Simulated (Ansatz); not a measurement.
Sb: the change of pressure with volume per atom

All results are calculated (Ansatz 0.2.0). Periodic Kohn-Sham DFT of a crystal at fixed atoms; pressure and stress are positive in compression; the energy is the free energy less that of spherical unpolarised free atoms; site moments are those in the method's own spheres, positive along +z.

Cell of the first row (space group R-3m, No. 166):
```
cell vectors (Å)
   2.1067     1.2163     3.6676
  -2.1067     1.2163     3.6676
   0.0000    -2.4326     3.6676
atoms (fractions of the cell vectors)
Sb  0.23364  0.23364  0.23364
Sb  0.76636  0.76636  0.76636
```

Settings of every row: method all-electron PAW; functional PBEsol; relativity scalar; k mesh 9x9x9; filling fermi-dirac; smearing width 0.05 eV; nucleus gaussian.

Atom start moment: 0 on all atoms.

Limits: no spin-orbit coupling on heavy atoms.

Limits of some rows: small gap, it may come from the mesh (row 5, 7, 8, 9, 10, 11).

| row | volume per atom (Å³) | pressure (GPa) |
| --- | --- | --- |
| 1 | 28.193 | ? |
| 2 | 28.493 | 3.82 |
| 3 | 28.793 | 3.068 |
| 4 | 29.393 | 1.678 |
| 5 | 29.693 | 1.035 |
| 6 | 29.993 | 0.425 |
| 7 | 30.293 | -0.153 |
| 8 | 30.593 | -0.702 |
| 9 | 31.192 | -1.717 |
| 10 | 31.492 | -2.185 |
| 11 | 31.792 | -2.628 |

Question: what pressure should row 1 give?

Worked fit of pressure. Take u = (V_r/V)^(2/3) − 1 with V_r = 30.143 Å³ an atom, which is twice the finite (Eulerian) strain; such expansions in the strain, on which the Birch-Murnaghan equation of state is built, carry the rest volume and the bulk modulus. The shown rows have u = 0.03824, 0.03102, 0.01694, 0.01008, 0.00333, -0.0033, -0.00983, -0.02255, -0.02877, -0.03488. Least squares give pressure = 0.132 + 87.215 × u + 236.1 × u² + 131 × u³ GPa; a parabola predicts inner rows, each left out in turn, worse (root mean square 0.0014 against 0.00066 GPa). The rows lie off it by 0.000, -0.001, 0.000, 0.000, 0.000, 0.000, 0.001, -0.001, 0.000, 0.000. The pressure vanishes at u = -0.0015, or V = 30.21 Å³ an atom, and there the bulk modulus at fixed shape and fractions is B = −V dP/dV = (2/3)(1 + u) dP/du = 57.6 GPa. Letting shape and atoms relax would as a rule lower it, by much in layered, chain or molecular crystals. The withheld row has u = 0.04559, so the fit gives 0.132 + 87.215 × (0.04559) + 236.1 × (0.04559)² + 131 × (0.04559)³ = 4.611 GPa.

The calculation gave 4.61 GPa. The fit lies 0.001 GPa (0.014 % of the column's range) above it, one unit of the last digit. This row lies beyond the range of the fit.
